**LDA eigenvalues, LDA energy differences and Dirac-Fock ionisation energies against NIST values**

The table holds first ionisation energies of 15 atoms from He to Bi: scalar-relativistic spin-polarised LDA-VWN5 (energy difference and highest eigenvalue), configuration-averaged Dirac-Fock, and NIST values. The program prints the errors of each level by row and shell, and tests the model $\mathrm{IE}+\varepsilon=c\,e^2/\langle r\rangle$, from Janak's theorem with a linear eigenvalue, against a constant ratio $-\varepsilon/\mathrm{IE}$ on ten like-for-like rows. Mean absolute errors against NIST are 3.61, 0.42 and 1.16 eV for the eigenvalue, the LDA difference and Dirac-Fock. The radius model ($c=0.33$) reproduces the LDA difference to 3.2% against 8.0% for the constant ratio, and fails on the five rows where the highest level does not describe the ionisation. Checks on P, Pd, W, Bi and He⁺ show near-linearity in occupation and several cancellations of errors.

The atoms, in NIST's ground configurations, were run with Quantum ESPRESSO 7.5 (ld1.x) in spherical all-electron scalar-relativistic LDA (VWN5), spin-polarised at highest spin, with a point nucleus. The Dirac-Fock column, from a B-spline radial atomic code, version 1, uses a finite nucleus and a configuration average. Ionisation energies are differences of total energies.

## The fit in Python

```python
# Table: first ionisation energies (eV) of 15 atoms: ld1.x scalar-relativistic spin-polarised LDA-VWN5
# (energy difference and -eigenvalue), configuration-averaged Dirac-Fock (DF), NIST values.
# Tested: errors of each level; Janak model IE+eps = c e^2/<r> against a constant ratio -eps/IE.
T = {
    'ion': ['He', 'Ne', 'P', 'Ti', 'Ni', 'Zr', 'Pd', 'Cs', 'Nd', 'Tm', 'Hf', 'W', 'Pt', 'Au', 'Bi'],
    'Z': [2, 10, 15, 22, 28, 40, 46, 55, 60, 69, 72, 74, 78, 79, 83],
    'configuration': ['1s2', '[He] 2s2 2p6', '[Ne] 3s2 3p3', '[Ar] 3d2 4s2', '[Ar] 3d8 4s2', '[Kr] 4d2 5s2', '[Kr] 4d10', '[Xe] 6s1', '[Xe] 4f4 6s2', '[Xe] 4f13 6s2', '[Xe] 4f14 5d2 6s2', '[Xe] 4f14 5d4 6s2', '[Xe] 4f14 5d9 6s1', '[Xe] 4f14 5d10 6s1', '[Xe] 4f14 5d10 6s2 6p3'],
    'removed': ['1s', '2p', '3p', '4s', '4s', '5s', '4d', '6s', '6s', '6s', '5d', '6s', '6s', '6s', '6p'],
    'ionisation_energy': [24.3041, 22.172, 10.5275, 6.92919, 7.26729, 6.71966, 9.23876, 4.11179, 5.67013, 6.45996, 7.06296, 7.9589, 9.811, 9.91561, 8.65142],  # eV
    'minus_highest_eigenvalue': [15.523, 13.539, 6.2847, 4.2976, 5.6807, 4.1531, 4.3102, 2.3892, 2.7097, 2.9438, 3.2393, 5.0714, 5.9173, 6.3436, 5.2707],  # eV
    'highest_level_mean_radius': [0.95917, 0.98137, 2.327, 3.5776, 2.8208, 2.2625, 1.5911, 5.4736, 1.1005, 0.81658, 2.4526, 3.3, 1.698, 2.8285, 3.0085],  # bohr
    'highest_level': ['1s', '2p', '3p up', '4s down', '4s down', '4d up', '4d', '6s up', '4f up', '4f down', '5d up', '6s down', '5d down', '6s up', '6p up'],
    'nist': [24.587389, 21.564541, 10.486686, 6.82812, 7.639878, 6.634126, 8.336839, 3.8939057, 5.525, 6.184402, 6.82507, 7.86403, 8.95883, 9.225554, 7.285516],  # eV
    'error': [-0.283, 0.607, 0.0409, 0.101, -0.373, 0.0855, 0.902, 0.218, 0.145, 0.276, 0.238, 0.0949, 0.852, 0.69, 1.37],  # eV
    'ie_hf': [23.448, 19.825, 8.8308, 5.8381, 6.6408, 5.605, 6.4463, 3.4773, 4.5671, 5.0921, 5.4216, 6.9144, 7.4819, 7.6892, 7.3567],  # eV
}
import numpy as np
from scipy.constants import physical_constants as pc
Ha = pc['Hartree energy in eV'][0]
ion = list(T['ion'])
A = lambda k: np.array(T[k], float)
ie, ep, r = A('ionisation_energy'), A('minus_highest_eigenvalue'), A('highest_level_mean_radius')
ref, hf = A('nist'), A('ie_hf')
same = np.array([str(h).replace('_', ' ').split()[0] == str(q) for h, q in zip(T['highest_level'], T['removed'])])
fit = same & np.array([s != 'Ni' for s in ion])  # Ni: configurations differ by more than one electron
gap, x = ie - ep, Ha / r
c = np.sum((x * gap / ie**2)[fit]) / np.sum((x * x / ie**2)[fit])   # least squares in relative error
a = np.sum((ep / ie)[fit]) / np.sum(((ep / ie)**2)[fit])
m1, m2 = ep + c * x - ie, a * ep - ie
eE, eL, eH = ep - ref, ie - ref, hf - ref
print('row fit | error vs NIST eV: -eps LDA DF | LDA-DF | gap eV, -eps/IE, c_row | model-IE eV: 1/r, ratio')
for i, s in enumerate(ion):
    print(f"{s:2s} {'y' if fit[i] else 'n'} | {eE[i]:+.2f} {eL[i]:+.2f} {eH[i]:+.2f} | {ie[i]-hf[i]:.2f} | "
          f"{gap[i]:.2f} {ep[i]/ie[i]:.3f} {gap[i]/x[i]:.3f} | {m1[i]:+.2f} {m2[i]:+.2f}")
for n, e in (('-eps LDA', eE), ('Delta LDA', eL), ('Delta DF', eH)):
    w = np.argmax(abs(e))
    cnt = [int(np.sum(abs(e) <= t)) for t in (0.1, 0.3, 0.5, 1.0)]
    print(f"{n}: mean {e.mean():+.2f} MAE {abs(e).mean():.2f} eV, {100*np.mean(abs(e)/ref):.1f}%, "
          f"worst {ion[w]} {e[w]:+.2f}; within 0.1/0.3/0.5/1 eV: {cnt} of {len(e)}")
G = {'s2 pair': 'He Ti Zr Nd Tm W', 'single s': 'Cs Pt Au', 'p': 'Ne P Bi', 'd': 'Pd Hf', 'no warning': 'He Cs Au'}
for g, v in G.items():
    j = [ion.index(s) for s in v.split()]
    print(f"{g} ({v}): LDA mean {eL[j].mean():+.2f} [{eL[j].min():+.2f},{eL[j].max():+.2f}], "
          f"DF mean {eH[j].mean():+.2f} [{eH[j].min():+.2f},{eH[j].max():+.2f}] eV")
for n, e in (('LDA', eL), ('DF', eH)):
    d = e - np.median(e); w = np.argmax(abs(d))
    print(f"{n} after constant shift {-np.median(e):+.2f} eV: MAE {abs(d).mean():.2f}, worst {ion[w]} {d[w]:+.2f} eV")
print(f"fit on {fit.sum()} rows: c = {c:.3f} (rows {min((gap/x)[fit]):.3f}-{max((gap/x)[fit]):.3f}; "
      f"bare 1s 15/32 = {15/32:.3f}); ratio -eps/IE = {1/a:.3f}")
for n, m in (('1/r', m1), ('ratio', m2)):
    print(f"{n} model vs Delta LDA: MAE fit rows {abs(m[fit]).mean():.2f} eV ({100*np.mean(abs(m/ie)[fit]):.1f}%), "
          f"max {abs(m[fit]).max():.2f}; left-out rows MAE {abs(m[~fit]).mean():.2f} eV")
print(f"fit rows vs NIST, MAE eV: -eps {abs(eE[fit]).mean():.2f}, -eps+c/r {abs((m1+eL)[fit]).mean():.2f}, "
      f"Delta LDA {abs(eL[fit]).mean():.2f}")
# Typed below: further outputs of the same runs
trap = {}
for s, e1 in (('P', 15.00302), ('Pd', 14.57411)):   # -eps of the same, partly filled level in the ion, eV
    i = ion.index(s); trap[s] = (ep[i] + e1) / 2 / ie[i] - 1
    print(f"{s}: U/2 {(e1-ep[i])/2:.2f} vs gap {gap[i]:.2f} eV; trapezoid IE {(ep[i]+e1)/2:.2f} vs {ie[i]:.2f} ({100*trap[s]:+.1f}%)")
iW, iB, iH = ion.index('W'), ion.index('Bi'), ion.index('He')
F0, G2, kW, qW = 7.249033, 0.4 * 2.216992 + 0.6 * 2.372987, 7.256833, 6.895305   # W Dirac-Fock, eV
print(f"W: DF F0(6s)/2 {F0/2:.2f} vs LDA gap {gap[iW]:.2f} eV (ratio {gap[iW]/(F0/2):.2f}); DF -eps minus IE {kW-hf[iW]:+.2f} eV")
print(f"W: Breit+QED+recoil {qW-hf[iW]:+.3f} eV; 5d spinor splitting {(0.3480289-0.3239232)*Ha:.2f} eV")
print(f"W+: frozen-orbital s-d exchange missed by averaging, 4*G2/10 = {0.4*G2:.1f} eV; DF error {eH[iW]:+.2f} eV")
b2 = 15.97654 - 16.703   # Bi+ LDA IE less tabulated
print(f"Bi LDA errors: first {eL[iB]:+.2f}, second {b2:+.2f}, sum {eL[iB]+b2:+.2f} eV")
ex, h2, he = 2 * Ha, 52.83919, 41.10168   # He+: 4 Ry (infinite mass), LDA IE, LDA -eps
print(f"He+: 4 Ry {ex:.2f}; LDA IE error {h2-ex:+.2f}; -eps error {he-ex:+.2f}; He total binding error {eL[iH]+h2-ex:+.2f} eV")
print(f"floor: table rounding <= 0.0005 eV; error column vs recomputed, max {abs(A('error')-eL).max():.4f} eV")
assert np.all(eE < -1.5) and abs(eE).mean() > abs(eH).mean() > abs(eL).mean()
assert np.all(np.delete(eH, iB) < 0) and eH[iB] > 0
assert np.all((gap / x)[fit] > 0.25) and np.all((gap / x)[fit] < 15 / 32)
assert max(abs(v) for v in trap.values()) < 0.03
```

Running it gives:

```
row fit | error vs NIST eV: -eps LDA DF | LDA-DF | gap eV, -eps/IE, c_row | model-IE eV: 1/r, ratio
He y | -9.06 -0.28 -1.14 | 0.86 | 8.78 0.639 0.310 | +0.63 +1.88
Ne y | -8.03 +0.61 -1.74 | 2.35 | 8.63 0.611 0.311 | +0.57 +0.66
P  y | -4.20 +0.04 -1.66 | 1.70 | 4.24 0.597 0.363 | -0.36 +0.07
Ti y | -2.53 +0.10 -0.99 | 1.09 | 2.63 0.620 0.346 | -0.11 +0.32
Ni n | -1.96 -0.37 -1.00 | 0.63 | 1.59 0.782 0.164 | +1.61 +2.31
Zr n | -2.48 +0.09 -1.03 | 1.11 | 2.57 0.618 0.213 | +1.42 +0.28
Pd y | -4.03 +0.90 -1.89 | 2.79 | 4.93 0.467 0.288 | +0.75 -1.97
Cs y | -1.50 +0.22 -0.42 | 0.63 | 1.72 0.581 0.347 | -0.07 -0.08
Nd n | -2.82 +0.15 -0.96 | 1.10 | 2.96 0.478 0.120 | +5.24 -1.10
Tm n | -3.24 +0.28 -1.09 | 1.37 | 3.52 0.456 0.106 | +7.54 -1.50
Hf y | -3.59 +0.24 -1.40 | 1.64 | 3.82 0.459 0.345 | -0.14 -1.60
W  y | -2.79 +0.09 -0.95 | 1.04 | 2.89 0.637 0.350 | -0.15 +0.59
Pt n | -3.04 +0.85 -1.48 | 2.33 | 3.89 0.603 0.243 | +1.42 +0.17
Au y | -2.88 +0.69 -1.54 | 2.23 | 3.57 0.640 0.371 | -0.38 +0.78
Bi y | -2.01 +1.37 +0.07 | 1.29 | 3.38 0.609 0.374 | -0.38 +0.24
-eps LDA: mean -3.61 MAE 3.61 eV, 39.0%, worst He -9.06; within 0.1/0.3/0.5/1 eV: [0, 0, 0, 0] of 15
Delta LDA: mean +0.33 MAE 0.42 eV, 5.1%, worst Bi +1.37; within 0.1/0.3/0.5/1 eV: [3, 9, 10, 14] of 15
Delta DF: mean -1.15 MAE 1.16 eV, 13.8%, worst Pd -1.89; within 0.1/0.3/0.5/1 eV: [1, 1, 2, 6] of 15
s2 pair (He Ti Zr Nd Tm W): LDA mean +0.07 [-0.28,+0.28], DF mean -1.03 [-1.14,-0.95] eV
single s (Cs Pt Au): LDA mean +0.59 [+0.22,+0.85], DF mean -1.14 [-1.54,-0.42] eV
p (Ne P Bi): LDA mean +0.67 [+0.04,+1.37], DF mean -1.11 [-1.74,+0.07] eV
d (Pd Hf): LDA mean +0.57 [+0.24,+0.90], DF mean -1.65 [-1.89,-1.40] eV
no warning (He Cs Au): LDA mean +0.21 [-0.28,+0.69], DF mean -1.03 [-1.54,-0.42] eV
LDA after constant shift -0.22 eV: MAE 0.34, worst Bi +1.15 eV
DF after constant shift +1.09 eV: MAE 0.37, worst Bi +1.16 eV
fit on 10 rows: c = 0.332 (rows 0.288-0.374; bare 1s 15/32 = 0.469); ratio -eps/IE = 0.593
1/r model vs Delta LDA: MAE fit rows 0.35 eV (3.2%), max 0.75; left-out rows MAE 3.45 eV
ratio model vs Delta LDA: MAE fit rows 0.82 eV (8.0%), max 1.97; left-out rows MAE 1.07 eV
fit rows vs NIST, MAE eV: -eps 4.06, -eps+c/r 0.51, Delta LDA 0.45
P: U/2 4.36 vs gap 4.24 eV; trapezoid IE 10.64 vs 10.53 (+1.1%)
Pd: U/2 5.13 vs gap 4.93 eV; trapezoid IE 9.44 vs 9.24 (+2.2%)
W: DF F0(6s)/2 3.62 vs LDA gap 2.89 eV (ratio 0.80); DF -eps minus IE +0.34 eV
W: Breit+QED+recoil -0.019 eV; 5d spinor splitting 0.66 eV
W+: frozen-orbital s-d exchange missed by averaging, 4*G2/10 = 0.9 eV; DF error -0.95 eV
Bi LDA errors: first +1.37, second -0.73, sum +0.64 eV
He+: 4 Ry 54.42; LDA IE error -1.58; -eps error -13.32; He total binding error -1.87 eV
floor: table rounding <= 0.0005 eV; error column vs recomputed, max 0.0041 eV
```
